## Threshold voltage of an n-channel device with a buried boron implant

### Problem

A long, wide n-channel MOS structure on p-type silicon has its inversion layer contacted by an n$^+$ source, reverse biased by $V_{SB}\ge 0$ to the body. Depth $x$ is measured from the Si/SiO$_2$ interface. After all processing the acceptor profile, fully ionized, is

$$N(x)=N_B+\frac{D}{s\sqrt{2\pi}}\,e^{-(x-R)^2/2s^2},$$

with assumed process values $N_B=10^{15}$ cm$^{-3}$ and, for the boron implant, $D=10^{12}$ cm$^{-2}$, $R=100$ nm, $s=40$ nm.

Typical material values at $T=300$ K: $\epsilon_s=11.7\,\epsilon_0$, $\epsilon_{ox}=3.9\,\epsilon_0$, $n_i=10^{10}$ cm$^{-3}$, $E_g=1.12$ eV. Assumed: intrinsic level at midgap, an n$^+$ polysilicon gate with its Fermi level at the conduction-band edge and no gate depletion, no oxide charge, $t_{ox}=25$ nm. Threshold is defined by a surface electron density $n_T=10^{17}$ cm$^{-3}$, and the inversion charge is left out of the gate charge balance.

Find the depletion depth $W$ and the gate-source threshold $V_T$ (a) at $V_{SB}=0$ and (b) at $V_{SB}=2$ V. (c) Compare with the unimplanted device and size the neglected terms.

### Why the formula holds

In the depletion approximation holes are absent for $x<W$, the silicon beyond is neutral, and the field vanishes at $W$. Poisson's equation integrated once gives $\mathcal E(x)=(q/\epsilon_s)\int_x^W N\,dx'$.

**Predict:** a sheet of acceptors always adds its full charge to the gate. Does it cost the same band bending at the surface as at 100 nm depth?

It does not. Integrating the field and exchanging the order of integration gives

$$\psi=\int_0^W\mathcal E\,dx=\frac{q}{\epsilon_s}\int_0^W x\,N(x)\,dx .$$

The gate charge is the zeroth moment of the depleted profile and the bending is its first moment, so a surface sheet costs no bending. For the Gaussian, writing $x=R+(x-R)$ gives both moments:

$$D(W)=\frac D2\left[\operatorname{erf}\frac{W-R}{s\sqrt2}+\operatorname{erf}\frac{R}{s\sqrt2}\right],$$

$$M(W)=R\,D(W)+\frac{Ds}{\sqrt{2\pi}}\left[e^{-R^2/2s^2}-e^{-(W-R)^2/2s^2}\right].$$

The reverse bias separates the electron and hole quasi-Fermi levels by $qV_{SB}$, so threshold needs $\psi=\phi_0+V_{SB}$. The gate-body balance is $V_{GB}=V_{FB}+\psi+q[N_BW+D(W)]/C_{ox}$, and $V_{GS}=V_{GB}-V_{SB}$. Hence

$$V_T=V_{FB}+\phi_0+\frac{q\,[N_BW+D(W)]}{C_{ox}},\qquad \phi_0+V_{SB}=\frac{q}{\epsilon_s}\left[\frac{N_BW^2}{2}+M(W)\right].$$

**Predict:** $V_{FB}$ and $\phi_0$ depend on the doping, which here varies a hundredfold. Which doping belongs in them?

The bending $\psi$ starts at the neutral edge, so both refer to $N(W)$. With $\phi_t=kT/q$, $\phi_F=\phi_t\ln[N(W)/n_i]$ and $\phi_n=\phi_t\ln(n_T/n_i)$,

$$V_{FB}=-\frac{E_g}{2q}-\phi_F,\qquad \phi_0=\phi_F+\phi_n .$$

The sum $V_{FB}+\phi_0=\phi_n-E_g/2q$ contains no doping. The reference doping acts only through the equation for $W$.

### Constants

Extra digits below are kept for bookkeeping; part (c) shows how many are meaningful.

- $\phi_t=0.02585$ V and $\phi_n=\phi_t\ln10^7=0.4167$ V, so $V_{FB}+\phi_0=0.4167\ \text{V}-0.56\ \text{V}=-0.1433$ V.
- $\epsilon_s=1.0359\times10^{-12}$ F/cm and $q/\epsilon_s=1.5466\times10^{-7}$ V cm.
- $C_{ox}=\epsilon_{ox}/t_{ox}=1.381\times10^{-7}$ F/cm$^2$ and $q/C_{ox}=1.160\times10^{-12}$ V cm$^2$, so $qD/C_{ox}=1.160$ V.
- The Gaussian peak is $9.97\times10^{16}$ cm$^{-3}$, and $N(0)=5.38\times10^{15}$ cm$^{-3}$.
- Part of the Gaussian lies at $x<0$, so the dose in silicon is $D(\infty)=9.938\times10^{11}$ cm$^{-2}$, with $M(\infty)=1.0008\times10^{7}$ cm$^{-1}$.

### (a) Zero body bias

**Predict:** does the depletion edge stop inside the implant or pass through it? One multiplication decides.

Depleting the whole implant costs $qM(\infty)/\epsilon_s=(1.5466\times10^{-7}\ \text{V cm})(1.0008\times10^{7}\ \text{cm}^{-1})=1.548$ V, far more than $\phi_0$. The edge stops inside the implant. Try $N(W)\approx10^{17}$ cm$^{-3}$, which gives $\phi_F=0.4167$ V, $\phi_0=0.8334$ V and $V_{FB}=-0.9767$ V. Now evaluate $\psi(W)=(q/\epsilon_s)[N_BW^2/2+M(W)]$:

| $W$ (nm) | $\psi(W)$ (V) |
|---|---|
| 100 | 0.5355 |
| 118 | 0.8308 |
| 120 | 0.8640 |

At 118 nm the bending falls short by 2.54 mV (from unrounded values), and the slope $d\psi/dW=qWN(W)/\epsilon_s$ is 16.6 mV/nm. One Newton step adds 0.15 nm:

$$W=118.15\ \text{nm},\qquad (W-R)/s=0.454 .$$

As a test, $M(W)=5.32\times10^{6}$ cm$^{-1}$ and $N_BW^2/2=0.07\times10^{6}$ cm$^{-1}$ add up to $\epsilon_s\phi_0/q=5.39\times10^{6}$ cm$^{-1}$. The depleted dose is

$$D(W)+N_BW=(6.688+0.118)\times10^{11}\ \text{cm}^{-2}=6.806\times10^{11}\ \text{cm}^{-2},$$

and the oxide drop is $(1.160\times10^{-12}\ \text{V cm}^2)(6.806\times10^{11}\ \text{cm}^{-2})=0.7895$ V. Therefore

$$V_T(0)=-0.1433\ \text{V}+0.7895\ \text{V}=0.646\ \text{V}.$$

**Predict:** by how much does $V_T$ move when the required bending changes by $d\psi$?

Moving the edge by $dW$ adds charge $qN(W)\,dW$ and bending $qWN(W)\,dW/\epsilon_s$. The local doping cancels in the ratio:

$$\frac{dV_T}{d\psi}=\frac{\epsilon_s}{W C_{ox}}=\frac{3\,t_{ox}}{W},$$

since $\epsilon_s/\epsilon_{ox}=3$ for these inputs. Here it equals $75\ \text{nm}/118.15\ \text{nm}=0.635$. At fixed $\phi_0$ this is also the body-effect slope $dV_T/dV_{SB}$.

It tests the trial doping. The edge has $N(W)=9.10\times10^{16}$ cm$^{-3}$, which lowers $\phi_0$ by 2.4 mV and $V_T$ by less than 2 mV, so no iteration is needed. Using $N_B$ as the reference would have lowered $\phi_0$ by $\phi_t\ln100=0.119$ V and $V_T$ by about 0.08 V.

### (b) Body bias of 2 V

**Predict:** the available bending now exceeds 1.548 V. Will $W$ grow by tens of nanometres or by a micron, and will the body-effect slope rise or fall?

The edge now lies in the lightly doped substrate, so $\phi_F=\phi_t\ln10^5=0.2976$ V, $\phi_0=0.7143$ V and $V_{FB}=-0.8576$ V, with the same sum as before. With $D(W)$ and $M(W)$ saturated, the equation for $W$ has a closed solution:

$$W=\sqrt{\frac{2\epsilon_s}{qN_B}\left[\phi_0+V_{SB}-\frac{qM(\infty)}{\epsilon_s}\right]} .$$

The bracket is $2.714\ \text{V}-1.548\ \text{V}=1.166$ V, so

$$W=\sqrt{\frac{2\,(1.166\ \text{V})}{(1.5466\times10^{-7}\ \text{V cm})(10^{15}\ \text{cm}^{-3})}}=1.228\ \mu\text{m}.$$

This is many straggles beyond $R$, which justifies the saturation. The depleted dose is $(9.938+1.228)\times10^{11}$ cm$^{-2}$ $=1.1166\times10^{12}$ cm$^{-2}$, the oxide drop is 1.295 V, and

$$V_T(2\ \text{V})=-0.1433\ \text{V}+1.295\ \text{V}=1.152\ \text{V}.$$

The slope has fallen to $75\ \text{nm}/1228\ \text{nm}=0.061$, a tenth of its zero-bias value. The body effect is strong while the edge crosses the implant and weak afterwards, which no single uniform-doping body coefficient describes. The channel must be long compared with this $W$ for the one-dimensional treatment to hold.

### (c) What the implant bought, and what was neglected

**Predict:** is the implant-induced shift at $V_{SB}=0$ equal to $qD/C_{ox}=1.160$ V?

Take first the model's charge balance, with depletion charge alone. Without the implant, and with the same $n_T$, $\phi_0=0.7143$ V gives $W=961$ nm, an oxide drop of 0.1115 V and $V_T=-0.032$ V. The shift is 0.68 V, or 58 per cent of $qD/C_{ox}$. About a third of the dose is still neutral, and the shallower edge also removes most of the background charge $N_BW$. At $V_{SB}=2$ V the unimplanted oxide drop is 0.217 V and the shift is 1.08 V. The full $qD/C_{ox}$ belongs to a sheet at the interface, for which $M=0$. These shifts are too large, because the balance fails for the unimplanted device, as shown below.

The neglected terms for the implanted device at $V_{SB}=0$ are these.

- **Hole tail at the edge.** For uniform doping the first integral of the Poisson-Boltzmann equation replaces $\psi$ by $\psi-\phi_t+\phi_te^{-\psi/\phi_t}\approx\psi-\phi_t$ in the depletion charge. Carried over locally, this lowers $V_T$ by $0.635\,\phi_t\approx0.02$ V. The Debye length $\sqrt{\epsilon_s\phi_t/qN(W)}=14$ nm is shorter than $s$, though not by much, so this is an estimate.
- **Field in the graded neutral region.** A small field $\mathcal E_W$ at the edge adds $\epsilon_s\mathcal E_W$ to the charge and $\mathcal E_WW$ to the bending. At fixed bending the second removes $(\epsilon_s/W)\,\mathcal E_WW$ of depletion charge, so the two cancel to first order.
- **Inversion charge.** The surface field is $(q/\epsilon_s)(6.806\times10^{11}\ \text{cm}^{-2})=1.053\times10^{5}$ V/cm. The classical electron sheet $n_T\phi_t/\mathcal E_s=2.46\times10^{10}$ cm$^{-2}$ would add about 0.03 V to the gate voltage.
- **Threshold criterion.** A factor of ten in $n_T$ moves $\phi_n$ by $\phi_t\ln10=0.0595$ V, both directly and through $W$, so $V_T$ moves by $(1+0.635)(0.0595\ \text{V})=0.10$ V. A quoted $V_T$ needs its $n_T$.

**Predict:** are these terms equally small for the unimplanted device, where $n_T=100\,N_B$?

They are not, since that surface is deep in strong inversion at $n_T$. For uniform doping the first integral holds electrons and holes together. With surface bending $\psi\gg\phi_t$, the total sheet density of charge in the silicon is

$$N_s=\sqrt{\frac{2\epsilon_s}{q}\left[N_B(\psi-\phi_t)+n_T\phi_t\right]} .$$

At $V_{SB}=0$ this is $2.06\times10^{11}$ cm$^{-2}$, against $N_BW=0.96\times10^{11}$ cm$^{-2}$ in the model's balance. The oxide drop is 0.239 V and the unimplanted threshold is $+0.095$ V, so its sign reverses. The inversion charge and the hole tail together bring the implanted threshold to about 0.66 V, and the shift is 0.56 V, about half of $qD/C_{ox}$. At $V_{SB}=2$ V, $N_s=2.61\times10^{11}$ cm$^{-2}$ gives an oxide drop of 0.303 V and an unimplanted threshold of 0.160 V. The same two terms bring the implanted threshold to about 1.17 V, and the shift is 1.01 V. The mobile charge therefore changes the comparison by about a tenth of a volt, almost all of it on the unimplanted side.

The model's thresholds of the implanted device, for $n_T=10^{17}$ cm$^{-3}$, are therefore about 0.65 V at $V_{SB}=0$, good to a few hundredths of a volt, and about 1.15 V at $V_{SB}=2$ V. The oxide thickness was chosen so that the zero-bias value falls in the range of roughly 0.6 to 0.8 V typical of micron-generation n-channel transistors, so that placement is an input choice and not a test of the model.